Static mean polarisabilities and HOMO–LUMO gaps of gas-phase molecules with the core *C(F)(F)Cl (SMILES) and a varied group *, calculated with PySCF 2.14.0 at the CAM-B3LYP/def2-SVPD level with density fitting, on PBE0-D3(BJ)/def2-SVP geometries. The marked atom is the core carbon that carries the group.

```
     group *     formula  binding atom  its electronegativity  point group  bond from the marked atom to the group (Å)  electrons  valence electrons  polarisability (bohr^3)  gap (eV)
*[Si](C)(C)C  C4H9ClF2Si            Si                  1.900           Cs                                       1.936         82                 50                     89.8     10.88
          *H      CHClF2             H                  2.200           Cs                                       1.100         42                 26                     30.6     12.16
  *C(F)(F)Cl     C2Cl2F4             C                  2.550           C2                                       1.554         82                 50                     55.5     11.80
   *C(F)(F)F      C2ClF5             C                  2.550           Cs                                       1.547         74                 50                     43.6     12.29
          *C    C2H3ClF2             C                  2.550           Cs                                       1.502         50                 32                     42.1     11.94
          *F       CClF3             F                  3.980          C3v                                       1.318         50                 32                     30.9     12.38
```

The table starts with its largest polarisability, 89.8 bohr³ for the trimethylsilyl group. Polarisability is the dipole that an electric field induces in a molecule, divided by the field; it governs the refraction of light and much of the attraction between molecules. The CF3 compound further down has the same 50 valence electrons and reaches only 43.6 bohr³. Counting electrons therefore does not explain the column, and the question becomes how firmly they are held.

A charge on a spring shows why this matters. A field E pulls an electron of charge e against a spring of stiffness k until the forces balance, at a displacement eE/k. The induced dipole is e times that displacement, so N such electrons give, in Gaussian units,

polarisability = N e² / k

If all springs were alike, polarisability would simply follow the electron count. If the springs of a group are very stiff, however, it can bring many electrons and add almost nothing. A real molecule has many excitations, each acting like a spring of its own, so the picture gives the direction of a change and not its size.

The gap between HOMO and LUMO, the highest occupied and lowest empty orbitals, is a poor measure of this stiffness. In the spring picture stiffness grows as the square of the excitation energy. The smaller gap of the trimethylsilyl compound would then raise its polarisability over that of the CF3 compound by a factor of 1.28, whereas the calculation gives 2.06. The response draws on many excitations well above the gap, and the gap itself ends in an unbound orbital whose energy depends on the basis.

With hydrogen as the group, the value drops to 30.6 bohr³, the lowest in the table. Hydrogen brings a single valence electron and no lone pairs, so most of this response should come from the CF2Cl part that all rows share. The row serves as a baseline for the other groups.

The next three groups are all bound through carbon, with the same Pauling electronegativity, yet CF2Cl stands well above the other two. Between CF2Cl and CF3 only one atom changes: chlorine in place of fluorine adds 11.9 bohr³ at an unchanged number of valence electrons. Both atoms have seven valence electrons, but those of chlorine sit in the larger 3p and 3s shell, farther from the nucleus and better screened from it. They are the softer springs. The CF2Cl value belongs to one conformer, with the two chlorine atoms gauche to each other.

The methyl compound comes out at 42.1 bohr³, almost level with CF3 although it has 18 fewer valence electrons. The last row, with fluorine as the group, shows why. It has as many valence electrons as the methyl compound but reaches only 30.9 bohr³, practically the hydrogen value. Fluorine's electrons are held close to a strongly attracting nucleus, so that many stiff springs respond about as much as the few softer ones of a bond to hydrogen. That the two agree so closely is a coincidence of number and stiffness, and a modest basis does not settle which of them is larger.

If fluorine and hydrogen are nearly interchangeable here, they should be so inside a group as well. Turning CF3 into CH3 takes three such exchanges, each of which can be read from the hydrogen and fluorine rows:

43.6 + 3 × (30.6 − 30.9) = 42.7 bohr³

The methyl row, which was not used, has 42.1 bohr³, so the estimate is 1.4 % too high relative to the computed value. It reproduces the finding that the exchange hardly matters. The small drop itself is matched less well: adding exchanges ignores how neighbouring atoms alter each other's electrons, and differences this small are also sensitive to the basis.

This gives a simple way to read the whole column: pass over hydrogen and fluorine, and count the other atoms in the group. Hydrogen and fluorine as groups have none, CH3 and CF3 have one, CF2Cl has two and trimethylsilyl has four. The polarisability rises in exactly this order. Up to CF2Cl, each further carbon or chlorine adds roughly 12 bohr³. The atoms passed over do contribute: a carbon brings two more hydrogen or fluorine atoms with it, and their response is part of its step. Chlorine merely takes the place of a fluorine and adds through its softer electrons.

The trimethylsilyl group goes beyond that pace. Replacing hydrogen by methyl on the marked carbon adds 11.5 bohr³; if the same step holds on silicon, three methyl groups account for 34.5 of the 59.2 bohr³ that separate this row from the hydrogen row. The remaining 24.7 bohr³ would belong to silicon with its own hydrogens, about twice the step for methyl. Such an excess fits silicon's larger valence shell and its weakly held bonding electrons, but the division rests on the assumed equal steps. Compared with the hydrogen row, the first row is thus high for two reasons: the group brings 24 more valence electrons, and they are softly held. Compared with the CF3 row, where the count is equal, only the softness is left. The differences and ratios used here are listed in the output below.

Numerical output:

```
Polarisability and electron count:
           row  valence electrons  polarisability (bohr^3)  polarisability per valence electron (bohr^3)
  *[Si](C)(C)C                 50                     89.8                                         1.796
            *H                 26                     30.6                                         1.177
    *C(F)(F)Cl                 50                     55.5                                          1.11
     *C(F)(F)F                 50                     43.6                                         0.872
            *C                 32                     42.1                                         1.316
            *F                 32                     30.9                                        0.9656
Valence electrons added from group H to group F: 6
Polarisability added from group H to group F (bohr^3): 0.3
Polarisability added from group H to group CH3 (bohr^3): 11.5
Polarisability of the CH3 row less the F row (bohr^3): 11.2
Ratio of polarisabilities, CH3 row over F row: 1.362
Squared gap ratio, F row over CH3 row: 1.075
Polarisability added from group CF3 to group CF2Cl (bohr^3): 11.9
Ratio of polarisabilities, SiMe3 row over CF3 row: 2.06
Squared gap ratio, CF3 row over SiMe3 row: 1.276
Additive estimate for the CH3 row (bohr^3): 42.7
Estimate less computed value for the CH3 row (bohr^3): 0.6
Miss of the estimate for the CH3 row (percent): 1.425
Polarisability added from group H to group SiMe3 (bohr^3): 59.2
Part of that step from three H to CH3 exchanges, if additive (bohr^3): 34.5
Same part in percent of the step: 58.28
Remainder for H to SiH3, if additive (bohr^3): 24.7
```
